**Identifying gold ions from LDA and Dirac-Fock ionisation energies**

The table holds ionisation energies of Au to Au10+ from spherical, spin-polarised, scalar-relativistic LDA-VWN5 atoms (Quantum ESPRESSO ld1.x) and from configuration-averaged Dirac-Fock, with the highest Kohn-Sham eigenvalue, its mean radius and NIST values. The program infers the charge of five rows from curves fitted to the other six, links neighbouring ions by the trapezoid rule that follows from Janak's theorem, and fits LDA minus Dirac-Fock with a count of like-spin pairs. A quadratic in the charge recovers the four hidden 5d ions to within 0.04 of a unit, and the trapezoid links close to about 0.1 eV except where the shell (Au) or the spin (Au5+) changes. LDA shows an excess step of 4.15 eV at half filling against 0.03 eV in Dirac-Fock, matching an exchange constant near 0.84 eV, with systematic residuals of 0.2 eV rms; if the constant varies as 1/⟨r⟩ it is about 0.7 of the bare Slater value. Rough fine-structure shifts move the LDA error from 1.16 to 0.45 eV for Au+ and from −0.80 to about +0.7 eV for Au10+.

Calculated values. Au to Au10+ in NIST's ground configurations, Quantum ESPRESSO ld1.x 7.5: spherical all-electron atom, scalar-relativistic spin-polarised LDA (VWN5), open shells at highest spin, point nucleus. Dirac-Fock column: B-spline radial atomic code 1, Dirac-Coulomb, configuration average, Fermi nucleus. Ionisation energies are differences of total energies.

## The fit in Python

```python
# Table: ionisation energies (IE) of Au to Au10+: spin-polarised scalar-relativistic LDA-VWN5 (ld1.x),
# configuration-averaged Dirac-Fock (DF), NIST values. Tested: charge of hidden rows from smooth curves,
# Janak trapezoid links between neighbours, exchange-pair counting for LDA - DF, fine-structure shifts.
T = {
    'ion': ['Au', 'Au+', 'Au2+', 'Au3+', 'Au4+', 'Au5+', 'Au6+', 'Au7+', 'Au8+', 'Au9+', 'Au10+'],
    'Z': [79, 79, 79, 79, 79, 79, 79, 79, 79, 79, 79],
    'charge': [0, 1, 2, 3, 4, 5, 6, 7, 8, 9, 10],  # e
    'N': [79, 78, 77, 76, 75, 74, 73, 72, 71, 70, 69],
    'configuration': ['[Xe] 4f14 5d10 6s1', '[Xe] 4f14 5d10', '[Xe] 4f14 5d9', '[Xe] 4f14 5d8', '[Xe] 4f14 5d7', '[Xe] 4f14 5d6', '[Xe] 4f14 5d5', '[Xe] 4f14 5d4', '[Xe] 4f14 5d3', '[Xe] 4f14 5d2', '[Xe] 4f14 5d1'],
    'removed': ['6s', '5d', '5d', '5d', '5d', '5d', '5d', '5d', '5d', '5d', '5d'],
    'ionisation_energy': [9.91561, 21.3585, 33.6834, 47.0909, 61.3847, 76.412, 96.5416, 113.472, 130.969, 148.968, 167.396],  # eV
    'minus_highest_eigenvalue': [6.3436, 15.624, 27.326, 40.236, 54.12, 68.81, 88.313, 104.95, 122.18, 139.95, 158.18],  # eV
    'highest_level_mean_radius': [2.8285, 1.5765, 1.5003, 1.4387, 1.3868, 1.3417, 1.2976, 1.2638, 1.2332, 1.205, 1.1787],  # bohr
    'nist': [9.225554, 20.203, 30.0, 45.0, 60.0, 74.0, 94.0, 112.0, 130.1, 149.0, 168.2],  # eV
    'nist_kind': ['measured', 'measured', 'theory', 'theory', 'theory', 'theory', 'theory', 'theory', 'theory', 'theory', 'semi-empirical'],
    'nist_unc': [4e-06, 0.025, 1.6, 1.7, 1.9, 2.0, 2.0, 2.1, 2.2, 2.2, 1.4],  # eV
    'error': [0.69, 1.16, 3.68, 2.09, 1.38, 2.41, 2.54, 1.47, 0.869, -0.032, -0.804],  # eV
    'eig_over_ie': [0.64, 0.731, 0.811, 0.854, 0.882, 0.901, 0.915, 0.925, 0.933, 0.939, 0.945],
    'ie_hf': [7.6892, 19.147, 32.079, 46.099, 61.046, 76.81, 93.312, 110.49, 128.31, 146.71, 165.69],  # eV
}
import numpy as np
from scipy.constants import physical_constants as pc
Ha = pc['Hartree energy in eV'][0]; Ry = Ha/2
q = np.array(list(T.get('charge', range(11))), int); o = np.argsort(q); q = q[o]
g = lambda k: np.array(T[k], float)[o]
ie, eps, r, hf, ref, unc = map(g, ['ionisation_energy', 'minus_highest_eigenvalue',
    'highest_level_mean_radius', 'ie_hf', 'nist', 'nist_unc'])
nm = ['Au', 'Au+'] + ['Au%d+' % c for c in q[2:]]
print('ion    IE+eps  -eps/IE  LDA-DF  LDA-NIST  DF-NIST  uncert.  (eV, ratio excepted)')
for i in q:
    print('%-6s %6.2f %7.3f %7.2f %8.2f %8.2f %8.3f' % (nm[i], ie[i]-eps[i], eps[i]/ie[i], ie[i]-hf[i], ie[i]-ref[i], hf[i]-ref[i], unc[i]))
# exchange counting: like-spin pairs at high spin minus configuration average
C = lambda n: n*(n-1)/2
p = lambda n: C(min(n, 5)) + C(max(n-5, 0)) - 4/9*C(n)
d = q[1:]; rn = np.append(r[2:], 1.0)   # last entry multiplies p(0) = 0
yA = np.array([p(11-c)-p(10-c) for c in d])
yB = np.array([p(11-c)/r[c]-p(10-c)/rn[c-1] for c in d])
def fit(y):
    A = np.c_[np.ones(len(d)), d, y]; c = np.linalg.lstsq(A, (ie-hf)[1:], rcond=None)[0]
    return c, A@c-(ie-hf)[1:]
(cA, eA), (cB, eB) = fit(yA), fit(yB)
jan = (eps[:-1]+eps[1:])/2-ie[:-1]; sL, sH = np.diff(ie), np.diff(hf)
f = lambda a, i: '%8.2f' % a[i] if 0 <= i < len(a) else '       -'
print('ion   step to next: LDA, DF | mean(-eps, next -eps)-IE | pair count | resid. J const, J~1/r (eV)')
for i in q:
    print('%-6s' % nm[i], f(sL, i), f(sH, i), f(jan, i), f(yA, i-1), f(eA, i-1), f(eB, i-1))
lab, hid = np.array([1, 6, 7, 8, 9, 10]), [0, 2, 3, 4, 5]
pH, pL = np.polyfit(lab, hf[lab], 2), np.polyfit(lab, ie[lab], 2)
ps = np.polyfit(lab, np.sqrt(hf[lab]/Ry), 1); x = np.linspace(-3, 11, 14001)
inv = lambda P, v: np.interp(v, np.polyval(P, x), x)
print('fits on Au+, Au6+..Au10+: DF IE = %.2f + %.2f q + %.3f q^2 eV; sqrt(IE/Ry) = %.3f + %.3f q' % (*pH[::-1], *ps[::-1]))
print('hidden row: charge from DF quadratic (fit-table, eV) | LDA quadratic (eV) | DF hydrogenic')
qH = [inv(pH, hf[i]) for i in hid]
for i, a in zip(hid, qH):
    print('%-6s %5.2f (%+.2f) | %5.2f (%+.2f) | %5.2f' % (nm[i], a, np.polyval(pH, i)-hf[i], inv(pL, ie[i]), np.polyval(pL, i)-ie[i], inv(ps, np.sqrt(hf[i]/Ry))))
print('radius ratio Au/Au+ %.2f; largest ratio between 5d neighbours %.3f' % (r[0]/r[1], max(r[1:-1]/r[2:])))
exL, exH = sL[5]-(sL[4]+sL[6])/2, sH[5]-(sH[4]+sH[6])/2
print('excess of step Au5+ to Au6+ over mean of neighbours: LDA %.2f, DF %.2f eV; jump in LDA-DF %.2f eV' % (exL, exH, sL[5]-sH[5]))
dn = 84.16  # further output of the Au6+ run: minus eigenvalue of the empty 5d down level, eV
print('Au5+ link with empty 5d down of Au6+: mean-IE %.2f eV; up-down gap %.2f eV' % ((eps[5]+dn)/2-ie[5], eps[6]-dn))
rms = lambda e: np.sqrt(np.mean(e**2))
print('J const: a %.2f eV, b %.3f eV/charge, J %.3f eV, rms %.3f, worst %s' % (*cA, rms(eA), nm[1+np.argmax(abs(eA))]))
print('J = k/r: a %.2f eV, b %.3f eV/charge, k %.3f eV bohr, rms %.3f, worst %s' % (*cB, rms(eB), nm[1+np.argmax(abs(eB))]))
# further outputs of the DF runs: 5d3/2-5d5/2 integrals F2, G4 (eV), 5d orbital energies (hartree)
J1, J8 = (8.181488+5.371373)/14, (10.67623+7.251741)/14
D1, D8 = (0.8050321-0.740307)*Ha, (4.791404-4.700748)*Ha
print('bare J: Au+ %.2f, Au8+ %.2f eV; k/r %.2f, %.2f eV; ratio %.2f, %.2f' % (J1, J8, cB[2]/r[1], cB[2]/r[8], cB[2]/r[1]/J1, cB[2]/r[8]/J8))
print('DF 5d splitting: Au+ %.2f, Au8+ %.2f eV; IE shifts -0.4D = %.2f, +0.6D = %.2f eV' % (D1, D8, -0.4*D1, 0.6*D8))
print('Au+ referred to lowest level: LDA-NIST %.2f, DF-NIST %.2f eV' % (ie[1]-0.4*D1-ref[1], hf[1]-0.4*D1-ref[1]))
print('Au10+ likewise (Au8+ splitting, rough): LDA-NIST %.1f, DF-NIST %.1f eV' % (ie[10]+0.6*D8-ref[10], hf[10]+0.6*D8-ref[10]))
corr = [-1.570557, -1.044718]  # further outputs: DF with Breit, QED, recoil minus NIST, eV
print('Breit+QED+recoil change of DF IE: Au %.2f, Au+ %.2f eV' % tuple(corr[i]-(hf[i]-ref[i]) for i in (0, 1)))
print('LDA error within stated uncertainty:', ' '.join(nm[i] for i in q if abs(ie[i]-ref[i]) < unc[i]))
print('table rounding of eps and DF IE: 0.0005 eV below 100 eV, 0.005 eV above')
assert all(sL > 0) and all(sH > 0) and all(np.diff(r) < 0) and all(np.diff(ie-eps) > 0)
assert [int(round(a)) for a in qH] == hid
assert all(0 < jan[i] < 0.15 for i in (1, 2, 3, 4, 6, 7, 8, 9)) and jan[5] > 1.5 and jan[0] > 0.5
assert exL > 3 and abs(exH) < 0.2 and 0.5 < cA[2] < J8
```

Running it gives:

```
ion    IE+eps  -eps/IE  LDA-DF  LDA-NIST  DF-NIST  uncert.  (eV, ratio excepted)
Au       3.57   0.640    2.23     0.69    -1.54    0.000
Au+      5.73   0.732    2.21     1.16    -1.06    0.025
Au2+     6.36   0.811    1.60     3.68     2.08    1.600
Au3+     6.85   0.854    0.99     2.09     1.10    1.700
Au4+     7.26   0.882    0.34     1.38     1.05    1.900
Au5+     7.60   0.901   -0.40     2.41     2.81    2.000
Au6+     8.23   0.915    3.23     2.54    -0.69    2.000
Au7+     8.52   0.925    2.98     1.47    -1.51    2.100
Au8+     8.79   0.933    2.66     0.87    -1.79    2.200
Au9+     9.02   0.939    2.26    -0.03    -2.29    2.200
Au10+    9.22   0.945    1.71    -0.80    -2.51    1.400
ion   step to next: LDA, DF | mean(-eps, next -eps)-IE | pair count | resid. J const, J~1/r (eV)
Au        11.44    11.46     1.07        -        -        -
Au+       12.32    12.93     0.12     0.00    -0.24    -0.24
Au2+      13.41    14.02     0.10    -0.56    -0.14    -0.10
Au3+      14.29    14.95     0.09    -1.11    -0.04    -0.00
Au4+      15.03    15.76     0.08    -1.67     0.10     0.10
Au5+      20.13    16.50     2.15    -2.22     0.32     0.23
Au6+      16.93    17.18     0.09     2.22     0.36     0.29
Au7+      17.50    17.82     0.09     1.67     0.10     0.10
Au8+      18.00    18.40     0.10     1.11    -0.09    -0.05
Au9+      18.43    18.98     0.10     0.56    -0.20    -0.17
Au10+         -        -        -     0.00    -0.16    -0.16
fits on Au+, Au6+..Au10+: DF IE = 6.41 + 12.36 q + 0.358 q^2 eV; sqrt(IE/Ry) = 0.986 + 0.258 q
hidden row: charge from DF quadratic (fit-table, eV) | LDA quadratic (eV) | DF hydrogenic
Au      0.10 (-1.28) |  0.14 (-1.86) | -0.91
Au2+    1.96 (+0.48) |  1.89 (+1.54) |  2.13
Au3+    2.96 (+0.61) |  2.82 (+2.60) |  3.31
Au4+    3.97 (+0.53) |  3.78 (+3.37) |  4.39
Au5+    4.98 (+0.35) |  4.75 (+3.99) |  5.38
radius ratio Au/Au+ 1.79; largest ratio between 5d neighbours 1.051
excess of step Au5+ to Au6+ over mean of neighbours: LDA 4.15, DF 0.03 eV; jump in LDA-DF 3.63 eV
Au5+ link with empty 5d down of Au6+: mean-IE 0.07 eV; up-down gap 4.15 eV
J const: a 2.02 eV, b -0.048 eV/charge, J 0.836 eV, rms 0.202, worst Au6+
J = k/r: a 2.02 eV, b -0.048 eV/charge, k 1.088 eV bohr, rms 0.167, worst Au6+
bare J: Au+ 0.97, Au8+ 1.28 eV; k/r 0.69, 0.88 eV; ratio 0.71, 0.69
DF 5d splitting: Au+ 1.76, Au8+ 2.47 eV; IE shifts -0.4D = -0.70, +0.6D = 1.48 eV
Au+ referred to lowest level: LDA-NIST 0.45, DF-NIST -1.76 eV
Au10+ likewise (Au8+ splitting, rough): LDA-NIST 0.7, DF-NIST -1.0 eV
Breit+QED+recoil change of DF IE: Au -0.03, Au+ 0.01 eV
LDA error within stated uncertainty: Au4+ Au7+ Au8+ Au9+ Au10+
table rounding of eps and DF IE: 0.0005 eV below 100 eV, 0.005 eV above
```
